Why does a crystal that grows harder to compress with every step stop doing so when its atoms are pressed closest together? In MoS with the rocksalt structure, computed here with PBE and a Hubbard correction on the Mo d shell, the pressure climbs more and more steeply as the volume shrinks. Only the last step, from 0.86 to 0.80 of the equilibrium volume, breaks the pattern. In the same region the magnetic moment, constant over the rest of the curve, begins to fall.

Rocksalt MoS (2 atoms per cell), scaled evenly from a = 5.475 Å (volume ratio 1), in Ansatz 0.2.0 with scalar-relativistic, collinear-spin PBE+U (effective U 4.38 eV on Mo d). The plane-wave PAW runs use a 420 eV cutoff, 14×14×14 k mesh and 0.1 eV Gaussian smearing, starting from 2 μB on Mo. Energies are extrapolated to zero smearing; pressure is positive in compression.

```tsv
volume ratio	energy above lowest (meV/atom)	pressure (GPa)	cell moment (μB)	largest site moment (μB)
0.8	268.0	21.74	3.64	2.67
0.86	127.4	15.06	3.91	2.92
0.92	37.7	8.00	4.00	3.07
0.96	8.7	3.54	4.00	3.13
1	0.0	0.00	4.00	3.20
1.04	7.6	-2.81	4.00	3.26
1.1	42.1	-5.95	4.00	3.34
1.18	118.2	-8.70	4.00	3.45
```

The constant moment is the place to start. The cell holds 20 electrons in this calculation, and a cell moment of 4 μB means that 12 of them have one spin, the majority, and 8 the other. Eight minority electrons exactly fill the bands that come from the Mo 4s and 4p and the S 3s and 3p shells. The majority spin fills the same bands and has four electrons left over, which go into bands made mostly of Mo d states.

Those d bands are only partly filled, so the crystal is a metal, but only for the majority spin. The program warns in every row that the number of filled bands differs between k-points, which is what partly filled bands lead one to expect. For the minority spin the Fermi level lies in a gap. Such a half-metal has a locked moment: as long as the gap stays open around the Fermi level, the number of minority electrons cannot change, and neither can the difference between the two spins. This is why the cell moment reads 4.00 μB in every row from a volume ratio of 0.92 to 1.18, although the distances between the atoms change considerably.

What can unlock it follows from the surroundings of the Mo atom. Six S neighbours split its d states into a lower set of three, called t2g, and an upper set of two, called eg, which point at the neighbours. Four electrons with parallel spins fill the majority t2g set and put one electron into the eg set. The alternative is to move that last electron down into a t2g state of minority spin, which saves the eg energy but gives up the exchange energy that favours parallel spins.

Compression shifts the balance. Closer neighbours push the eg states up and broaden all the d bands, while the exchange energy, which belongs mainly to the atom, changes much less. At some volume the bottom of the empty minority d bands meets the Fermi level, and electrons begin to spill into it. This is the start of the familiar change from high spin to low spin, made gradual because the states form bands instead of sharp levels.

The d populations of the compressed rows support this picture. From a volume ratio of 0.92 to 0.80 the Mo atom gains about 0.30 minority d electrons and loses about 0.14 majority ones, while its minority 5s population hardly moves. The spilled electrons therefore go mainly into d states. They are not the whole gain, since only 0.18 electrons per cell have changed spin at 0.80. The minority populations on S fall at the same time, which points to stronger mixing of the filled S bands with the Mo d states as the source of the rest. The populations do not separate t2g from eg, so that finer assignment rests on the theory of octahedral surroundings and not on the numbers.

The link to the pressure is an energy argument. Let $\Delta$ be the cost of moving the first electron from the majority to the minority d bands, and $n$ the number of electrons moved per cell. Each one lowers the cell moment $m$ by 2 μB, so $n=(4-m)/2$ with $m$ in μB. The free energy of the cell at volume $V$ is then, in the simplest form,

$$F(V,n)=F_4(V)+n\,\Delta(V)+\tfrac12 K n^2 .$$

Here $F_4$ belongs to the locked state, and $K$, taken as independent of volume, describes how the cost rises as the lowest minority states fill up. The electrons settle at the $n$ that makes $F$ smallest. This is zero while $\Delta$ is positive, and $-\Delta/K$ once compression has made $\Delta$ negative. From then on a small change of $n$ leaves $F$ unchanged to first order, so only the direct dependence on volume contributes to the pressure:

$$P=-\frac{\partial F}{\partial V}=P_4(V)-n\,\frac{d\Delta}{dV}.$$

Since $\Delta$ shrinks when the crystal is squeezed, its derivative is positive and the second term lowers the pressure. In plain words, the parallel spins push the crystal outward, because they keep an electron in a state that dislikes close neighbours. Each bit of moment given up removes a bit of that push. If $\Delta$ changes at a steady rate with volume, the relief is proportional to the moment lost.

To test this, one needs the pressure $P_4$ that the crystal would show if its moment had stayed at 4 μB. It was not calculated below a volume ratio of 0.92, but it can be estimated by continuing the curve of the locked rows. A standard equation of state, the Birch–Murnaghan form, was fitted by least squares to the pressures of those six rows:

$$P_4=\tfrac32 B\left(x^{-7/3}-x^{-5/3}\right)\left[1+\tfrac34(B'-4)\left(x^{-2/3}-1\right)\right].$$

Here $x$ is the volume ratio, $B$ the bulk modulus at $x=1$ and $B'$ its pressure derivative. The fit gives $B$ of about 78 GPa and $B'$ of about 4.8, and it follows the locked rows to within a few hundredths of a GPa. Up to the point where the moment gives way, the crystal answers even compression as an ordinary solid does.

The row at 0.86 now supplies the size of the relief. The continued curve gives 17.07 GPa there, while the calculation gives 15.06 GPa, which is about 2.0 GPa less. The moment has dropped by only 0.09 μB. A full μB would therefore be worth about 22 GPa.

The row at 0.80 tests that value, since neither the curve nor the relief per μB was taken from it. Its moment of 3.64 μB means a loss of 0.36 μB, and the expected relief is $22.4\times0.36\approx8.1$ GPa. The continued curve gives 30.15 GPa, so the estimate is $30.15-8.1\approx22.1$ GPa.

The calculation gives 21.74 GPa, and the estimate is high by about 2 % of that. Without the relief it would be high by almost 40 %. The estimate does take the moment at 0.80 from the calculation; it predicts the pressure that goes with a given loss, not the loss itself.

How far can this agreement be trusted? Proportionality is tested on two rows only, and the small loss at 0.86 is known to a few per cent at best in the printed digits. The continued curve is also a guess about volumes where no locked state was computed. A different standard form, the Vinet equation, fitted to the same six rows, lowers the relief to about 21 GPa per μB but keeps it nearly equal in the two compressed rows. A calculation with the moment held at 4 μB would supply the missing curve. Even then, the agreement would speak for the link between moment and pressure, not for which d states take up the electrons.

The relief per μB can also be read as the rate at which the spin-flip cost falls under compression: roughly 0.1 eV for each per cent of volume. A rough estimate gives a similar size. The splitting and the width of d bands grow roughly as the inverse fifth power of the distance between atoms, hence by somewhat less than 2 % when the volume shrinks by 1 %. If the d states are spread over several eV, which is assumed here and not taken from the calculation, this amounts to something between a twentieth and a tenth of an eV, which supports the order of magnitude and no more.

The stiffness reacts more strongly than the pressure, and this explains the odd last step. When electrons begin to move, $n$ starts from zero, so the pressure at first departs only slightly from the locked curve. But $n$ then grows with every further bit of compression, and the growing relief eats into the rise of the pressure. The step from 0.92 to 0.86 already shows it: the pressure rises by 118 GPa per unit of volume ratio instead of the 151 GPa of the locked curve. That is still slightly more than in the step before, so the pattern survives. Measured against the volume the crystal has at that point, as a bulk modulus is, the stiffness has already stopped growing. Between 0.86 and 0.80 the pressure rises by 111 GPa per unit of volume ratio, where the continued curve would rise by 218 GPa. The crystal yields about twice as easily as its locked state would, because squeezing it now also rearranges its spins.

For anyone who needs a bulk modulus from such a scan, the lesson is practical. One smooth Birch–Murnaghan curve through all eight rows misses the pressures by 0.7 GPa on average (root mean square), and it returns a $B'$ of about 3.0 instead of 4.8. The bulk modulus at the equilibrium volume suffers too, at about 74 GPa instead of 78, although nothing unusual happens there, because the curve must bend to accommodate two rows in a different magnetic state. The cell moment shows which rows belong together.

The energy column carries the same message less visibly. Its values did not enter the fit, yet the energy computed from the locked curve agrees with them to within 0.5 meV/atom in all six locked rows. Pressure is the slope of the energy, so this shows that the two columns are numerically consistent and is not separate evidence for the mechanism. At 0.80 the calculated energy lies about 42 meV/atom below the continued curve. That is the energy gained by giving up part of the moment, as far as the continued curve can be trusted. To the eye the column still looks like a smooth well, since energy adds up the pressure along the way and so blurs the change.

The largest site moment, which sits on Mo, behaves differently from the cell moment and should not be used to find the onset. It rises with volume in every step, and it gains 0.38 μB between 0.92 and 1.18, where the cell moment does not change at all. In that range no spins are being flipped; the same total is being shared out differently. The site moments do not add up to that total: at the equilibrium volume they sum to about 3.1 μB, and the rest lies outside the regions counted for the two atoms. The S atom shows part of this, for its small opposite moment grows from about −0.05 μB at 0.92 to −0.15 μB at 1.04.

A likely reason is the bond between Mo and S. At 0.92 the minority d bands are still empty, yet Mo already holds about 0.47 minority d electrons. They belong to the filled S bands, which reach over onto the metal atom. As the atoms move apart this mixing weakens, leaving fewer minority electrons on Mo and a larger moment there. The populations show this directly: the minority d count on Mo goes on falling as the crystal expands.

The volume at which the moment gives way is less certain than the mechanism. It lies between 0.92 and 0.86 here, but the Hubbard correction favours large local moments and so probably delays the change, and there is no curve without it to show by how much. The caution weighs more for Mo than for a 3d metal, because in 4d metals the splitting by the neighbours is usually larger and the exchange energy smaller. Without the correction the full 4 μB might not survive even at the equilibrium volume. The cell also leaves no room for antiparallel Mo moments, and its cubic symmetry forbids the distortion to which a single eg electron is prone. Either might give a lower energy and a different pressure curve. Even within these limits the search for lower self-consistent states was a light one, so none of the rows is certain to be in its lowest state. What the scan does show is the order of events within the ferromagnetic cubic state that was found: the moment holds and the crystal stiffens normally, then the moment yields and the stiffness yields with it.
